**Repulsion-to-attraction ratio along the 14-electron sequence, Si to Fe¹²⁺**

The table holds the total, kinetic, electron-nucleus and electron-electron energies and the ratio $-V_{ee}/V_{ne}$ for eleven ions of configuration [Ne] 3s² 3p², from non-relativistic Hartree-Fock at the basis limit, averaged over the configuration. The program compares the ratio with a $1/Z$ law, with the Thomas-Fermi ion with and without the Scott term, and with the expansion $E = -aZ^2 + E_1Z + E_2 + \dots$, in which $a = 20/9$ and $E_1 = 12.762$ hartree come from hydrogenic orbitals and up to three higher coefficients are fitted by least squares to all total energies. A $1/Z$ line through Si falls 13.4% below the ratio of Fe¹²⁺, and the Thomas-Fermi ratio comes within 2.5% there only because both of its parts are more than 20% too large. The expansion gives the electron-nucleus energy to 0.45% with nothing fitted and the ratio to 3.5%, 0.85% and 0.24% with one, two and three fitted coefficients, Si being the worst row each time. Orbital moments and Slater integrals of the same runs are used to print shell screening constants and the share of the $n = 3$ electrons.

Silicon and ions with 14 electrons, all in the configuration [Ne] 3s2 3p2, computed with B-spline radial code 1 using non-relativistic Hartree-Fock for the average of the configuration, with a spherical atom, a point nucleus and the basis-set limit. Vee is the electron-electron energy and Vne the electron-nucleus energy.

## The fit in Python

```python
# Table: total energy E and parts T, Vne, Vee (hartree) of 14-electron ions [Ne]3s2 3p2; B-spline radial code,
# non-relativistic Hartree-Fock, configuration average. Tested: -Vee/Vne vs 1/Z law, Thomas-Fermi ion, 1/Z expansion.
T = {
    'ion': ['Si', 'P+', 'S2+', 'Ar4+', 'K5+', 'Ca6+', 'Sc7+', 'V9+', 'Cr10+', 'Mn11+', 'Fe12+'],
    'Z': [14, 15, 16, 18, 19, 20, 21, 23, 24, 25, 26],
    'charge': [0, 1, 2, 4, 5, 6, 7, 9, 10, 11, 12],  # e
    'E': [-288.8346, -340.3239, -396.3013, -521.6686, -591.0449, -664.8776, -743.1642, -913.0924, -1004.731, -1100.819, -1201.356],  # hartree
    'T': [288.835, 340.324, 396.301, 521.669, 591.045, 664.878, 743.164, 913.092, 1004.73, 1100.82, 1201.36],  # hartree
    'Vne': [-689.32, -806.049, -931.456, -1208.65, -1360.49, -1521.2, -1690.77, -2056.53, -2252.73, -2457.8, -2671.76],  # hartree
    'Vee': [111.651, 125.401, 138.853, 165.308, 178.404, 191.445, 204.443, 230.347, 243.265, 256.165, 269.051],  # hartree
    'ratio': [0.162, 0.1556, 0.1491, 0.1368, 0.1311, 0.1259, 0.1209, 0.112, 0.108, 0.1042, 0.1007],
}
import numpy as np
from scipy.special import eval_genlaguerre as L
from scipy.integrate import cumulative_trapezoid as ct, solve_ivp
from scipy.optimize import brentq
from scipy.constants import physical_constants as pc
ion = T['ion']; Z, E, K, Vn, Ve, R = (np.array(T[k], float) for k in ('Z', 'E', 'T', 'Vne', 'Vee', 'ratio'))
r0 = -Ve/Vn; N = 14; sh = [(1,0,2), (2,0,2), (2,1,6), (3,0,2), (3,1,2)]
pe = lambda m, d: 100*(m/d-1); wr = lambda x: f"{x[np.argmax(abs(x))]:+.3f}% ({ion[int(np.argmax(abs(x)))]})"
print(f"virial max|E+T| {max(abs(E+K)):.4f} Ha; max|ratio-(1-2E/Vne)| {max(abs(R-1+2*E/Vn)):.5f}; floors: printed ratio 0.03-0.05%, Vee/Vne ~0.001%, E 5e-5..5e-4 Ha")
i3 = [i for i in range(1, len(Z)-1) if Z[i+1]-Z[i-1] == 2]
print("Hellmann-Feynman, central dE/dZ vs Vne/Z (%):", {ion[i]: round(float(pe((E[i+1]-E[i-1])/2, Vn[i]/Z[i])), 3) for i in i3})
for nm, y in (('Vee', Ve), ('|Vne|', -Vn), ('|Vne|/Z', -Vn/Z), ('ratio', r0)):
    s = np.diff(np.log(y))/np.diff(np.log(Z))
    print(f"{nm}: last/first x{y[-1]/y[0]:.3f} (Z x{Z[-1]/Z[0]:.3f}); local exponent first {s[0]:.3f}, last {s[-1]:.3f}")
# hydrogenic (Z=1) first-order repulsion E1 of the configuration average
r = np.geomspace(1e-6, 200, 40001); x = np.log(r)
P = [r**(l+1)*np.exp(-r/n)*L(n-l-1, 2*l+1, 2*r/n) for n, l, q in sh]; P = [p/np.sqrt(ct(p*p*r, x)[-1]) for p in P]
Rk = lambda A, B, k: sum(ct(u*r**-k*ct(v*r**(k+1), x, initial=0), x)[-1] for u, v in ((A, B), (B, A)))
w3 = {(0,0): {0: 1}, (0,1): {1: 1/3}, (1,0): {1: 1/3}, (1,1): {0: 1/3, 2: 2/15}}; part = [0, 0, 0]
for i, (n, l, q) in enumerate(sh):
    part[2*(n == 3)] += q*(q-1)/2*(Rk(P[i]**2, P[i]**2, 0) - l*2/25*Rk(P[i]**2, P[i]**2, 2))
    for j, (m, u, p) in list(enumerate(sh))[i+1:]:
        part[(n == 3)+(m == 3)] += q*p*(Rk(P[i]**2, P[j]**2, 0) - sum(c*Rk(P[i]*P[j], P[i]*P[j], k) for k, c in w3[l, u].items())/2)
a = sum(q/(2*n*n) for n, l, q in sh); E1 = sum(part); c0 = E1/(2*a)
print(f"a {a:.4f}, E1 {E1:.4f} Ha (core-core {part[0]:.4f}, core-n3 {part[1]:.4f}, n3-n3 {part[2]:.4f}); F0(1s1s) {Rk(P[0]**2,P[0]**2,0):.6f}; limit ratio*Z {c0:.4f}")
sl = np.diff(Ve)/np.diff(Z); S = 2*a*Z + Vn/Z
print(f"dVee/dZ first {sl[0]:.3f}, last {sl[-1]:.3f} Ha ({pe(sl[0],E1):+.2f}%, {pe(sl[-1],E1):+.2f}% vs E1); 2aZ-|Vne|/Z vs E1: {pe(S[0],E1):+.2f}%, {pe(S[-1],E1):+.2f}%")
mod = {}
for nf in (0, 1, 2, 3):
    k = np.arange(nf); M = Z[:, None]**(-k.astype(float)); y = E + a*Z**2 - E1*Z
    c = np.linalg.lstsq(M, y, rcond=None)[0] if nf else np.zeros(0)
    ve = E1*Z + M@((2+k)*c); vn = -2*a*Z**2 + E1*Z - M@(k*c); mod[nf] = pe(-ve/vn, r0)
    print(f"series, {nf} fitted E2..={np.round(c,2)} Ha: max|dE| {max(abs(y-M@c)):.4f} Ha; worst Vee {wr(pe(ve,Ve))}, Vne {wr(pe(vn,Vn))}, ratio {wr(mod[nf])}")
    if nf: print(f"   2E2/E1 {2*c[0]/E1:.3f}, E1/2a {c0:.3f}, sum {2*c[0]/E1+c0:+.3f}")
def tf(q):  # Thomas-Fermi ion, inward in t=sqrt(x); returns T, Vne in Z^2/b
    if q == 0: q = 1e-4
    f = lambda x0: solve_ivp(lambda t, y: [2*t*y[1], 2*min(max(y[0], 0), 5)**1.5], [x0**.5, 0], [0, -q/x0], rtol=1e-7, atol=1e-12).y[:, -1]
    x0 = brentq(lambda x0: f(x0)[0]-1, 0.1, 400 if q < 0.01 else 40, xtol=1e-7); B = -f(x0)[1]
    return 3/7*(B-q*q/x0), -(B-q/x0)
b = (9*np.pi**2/128)**(1/3); tv = np.array([tf(1-N/z) for z in Z])*(Z**(7/3)/b)[:, None]
vnT = tv[:, 1]; veT = -2*tv[:, 0]-vnT; rT = -veT/vnT; rS = -veT/(vnT+Z**2)
print(f"TF ratio first {rT[0]:.4f} (1/7={1/7:.4f}), last {rT[-1]:.4f}, last/first x{rT[-1]/rT[0]:.3f}; with Scott {rS[0]:.4f}, {rS[-1]:.4f}, x{rS[-1]/rS[0]:.3f}")
for nm, m, d in (('TF Vee', veT, Ve), ('TF Vne', vnT, Vn), ('TF+Scott Vne', vnT+Z**2, Vn)):
    print(f"{nm} error: first {pe(m,d)[0]:+.1f}%, last {pe(m,d)[-1]:+.1f}%")
print("ion    ratio*Z 2aZ-|Vne|/Z | ratio error %: 1/Z from Si, E1/2aZ, TF, TF+Scott, series 1, 2, 3 fitted")
for i in range(len(Z)):
    print(f"{ion[i]:6s} {r0[i]*Z[i]:.4f} {S[i]:.3f} | {pe(r0[0]*Z[0]/Z[i],r0[i]):+.1f} {pe(c0/Z[i],r0[i]):+.1f} {pe(rT[i],r0[i]):+.1f} {pe(rS[i],r0[i]):+.1f} {mod[1][i]:+.2f} {mod[2][i]:+.3f} {mod[3][i]:+.3f}")
# typed from further outputs of the same runs: <1/r> (1/bohr); n=3 Slater integrals (eV); Darwin term (Ha)
inv = {'S2+': [15.56728,3.077695,2.956563,0.8456931,0.7476409], 'Ca6+': [19.54629,4.061206,3.956857,1.312627,1.239306], 'Cr10+': [23.53146,5.051357,4.957403,1.768996,1.707809]}
nn = np.array([s[0] for s in sh]); qq = np.array([s[2] for s in sh])
for k, v in inv.items():
    i = ion.index(k); v = np.array(v)
    print(f"{k}: Z-n^2<1/r> 1s..3p {np.round(Z[i]-nn**2*v,2)}; n=3 share of Vne {100*(qq*v)[3:].sum()/(qq@v):.1f}%; Z*sum vs Vne {pe(-Z[i]*(qq@v),Vn[i]):+.4f}%")
print("<1/r> growth S2+ -> Cr10+ (Z x1.5), 1s..3p:", np.round(np.array(inv['Cr10+'])/inv['S2+'], 3))
sla = {'Si': (11.17123,9.824571,6.299993,8.866255,4.439686,2.067675), 'Fe12+': (34.37872,34.49081,22.94096,34.66002,17.71284,26.04404)}
for k, (ss, sp, g, pp, f2, dw) in sla.items():
    i = ion.index(k); vv = (ss+4*(sp-g/6)+pp-2*f2/25)/pc['Hartree energy in eV'][0]
    print(f"{k}: n3-n3 repulsion {vv:.3f} Ha = {100*vv/Ve[i]:.2f}% of Vee (hydrogenic {part[2]*Z[i]:.2f} Ha); Darwin/|E| {100*dw/-E[i]:.2f}%")
assert all(np.diff(Ve) > 0) and all(np.diff(r0) < 0)
assert all(np.diff(r0*Z) > 0) and r0[-1]*Z[-1] < c0
assert abs(S[-1]/E1-1) < 0.02 and max(abs(E+K)) < 0.006
```

Output:

```
virial max|E+T| 0.0040 Ha; max|ratio-(1-2E/Vne)| 0.00005; floors: printed ratio 0.03-0.05%, Vee/Vne ~0.001%, E 5e-5..5e-4 Ha
Hellmann-Feynman, central dE/dZ vs Vne/Z (%): {'P+': -0.006, 'K5+': -0.0, 'Ca6+': -0.0, 'Cr10+': -0.0, 'Mn11+': 0.001}
Vee: last/first x2.410 (Z x1.857); local exponent first 1.683, last 1.251
|Vne|: last/first x3.876 (Z x1.857); local exponent first 2.267, last 2.128
|Vne|/Z: last/first x2.087 (Z x1.857); local exponent first 1.267, last 1.128
ratio: last/first x0.622 (Z x1.857); local exponent first -0.584, last -0.877
a 2.2222, E1 12.7624 Ha (core-core 8.7708, core-n3 3.6092, n3-n3 0.3824); F0(1s1s) 0.625000; limit ratio*Z 2.8715
dVee/dZ first 13.750, last 12.886 Ha (+7.74%, +0.97% vs E1); 2aZ-|Vne|/Z vs E1: +1.74%, +0.26%
series, 0 fitted E2..=[] Ha: max|dE| 31.9528 Ha; worst Vee +60.029% (Si), Vne +0.452% (Si), ratio +59.308% (Si)
series, 1 fitted E2..=[-31.32] Ha: max|dE| 0.6361 Ha; worst Vee +3.931% (Si), Vne +0.452% (Si), ratio +3.463% (Si)
   2E2/E1 -4.908, E1/2a 2.872, sum -2.036
series, 2 fitted E2..=[-29.78 -29.59] Ha: max|dE| 0.0559 Ha; worst Vee +0.999% (Si), Vne +0.146% (Si), ratio +0.852% (Si)
   2E2/E1 -4.667, E1/2a 2.872, sum -1.796
series, 3 fitted E2..=[ -30.6     1.86 -289.21] Ha: max|dE| 0.0063 Ha; worst Vee +0.279% (Si), Vne +0.043% (Si), ratio +0.236% (Si)
   2E2/E1 -4.796, E1/2a 2.872, sum -1.924
TF ratio first 0.1429 (1/7=0.1429), last 0.0981, last/first x0.687; with Scott 0.1858, 0.1234, x0.664
TF Vee error: first +8.4%, last +20.5%
TF Vne error: first +22.9%, last +23.6%
TF+Scott Vne error: first -5.5%, last -1.7%
ion    ratio*Z 2aZ-|Vne|/Z | ratio error %: 1/Z from Si, E1/2aZ, TF, TF+Scott, series 1, 2, 3 fitted
Si     2.2676 12.985 | +0.0 +26.6 -11.8 +14.7 +3.46 +0.852 +0.236
P+     2.3336 12.930 | -2.8 +23.1 -9.7 +16.7 +2.39 +0.372 +0.038
S2+    2.3851 12.895 | -4.9 +20.4 -8.3 +18.0 +1.72 +0.137 -0.021
Ar4+   2.4619 12.853 | -7.9 +16.6 -6.4 +19.6 +0.94 -0.049 -0.027
K5+    2.4915 12.840 | -9.0 +15.3 -5.6 +20.2 +0.70 -0.081 -0.018
Ca6+   2.5170 12.829 | -9.9 +14.1 -5.0 +20.7 +0.52 -0.096 -0.008
Sc7+   2.5393 12.820 | -10.7 +13.1 -4.4 +21.1 +0.38 -0.099 +0.001
V9+    2.5762 12.808 | -12.0 +11.5 -3.6 +21.8 +0.19 -0.092 +0.014
Cr10+  2.5917 12.803 | -12.5 +10.8 -3.2 +22.1 +0.12 -0.084 +0.018
Mn11+  2.6056 12.799 | -13.0 +10.2 -2.8 +22.3 +0.06 -0.076 +0.021
Fe12+  2.6182 12.796 | -13.4 +9.7 -2.5 +22.5 +0.02 -0.067 +0.022
S2+: Z-n^2<1/r> 1s..3p [0.43 3.69 4.17 8.39 9.27]; n=3 share of Vne 5.5%; Z*sum vs Vne -0.0000%
Ca6+: Z-n^2<1/r> 1s..3p [0.45 3.76 4.17 8.19 8.85]; n=3 share of Vne 6.7%; Z*sum vs Vne -0.0000%
Cr10+: Z-n^2<1/r> 1s..3p [0.47 3.79 4.17 8.08 8.63]; n=3 share of Vne 7.4%; Z*sum vs Vne -0.0001%
<1/r> growth S2+ -> Cr10+ (Z x1.5), 1s..3p: [1.512 1.641 1.677 2.092 2.284]
Si: n3-n3 repulsion 2.013 Ha = 1.80% of Vee (hydrogenic 5.35 Ha); Darwin/|E| 0.72%
Fe12+: n3-n3 repulsion 6.993 Ha = 2.60% of Vee (hydrogenic 9.94 Ha); Darwin/|E| 2.17%
```
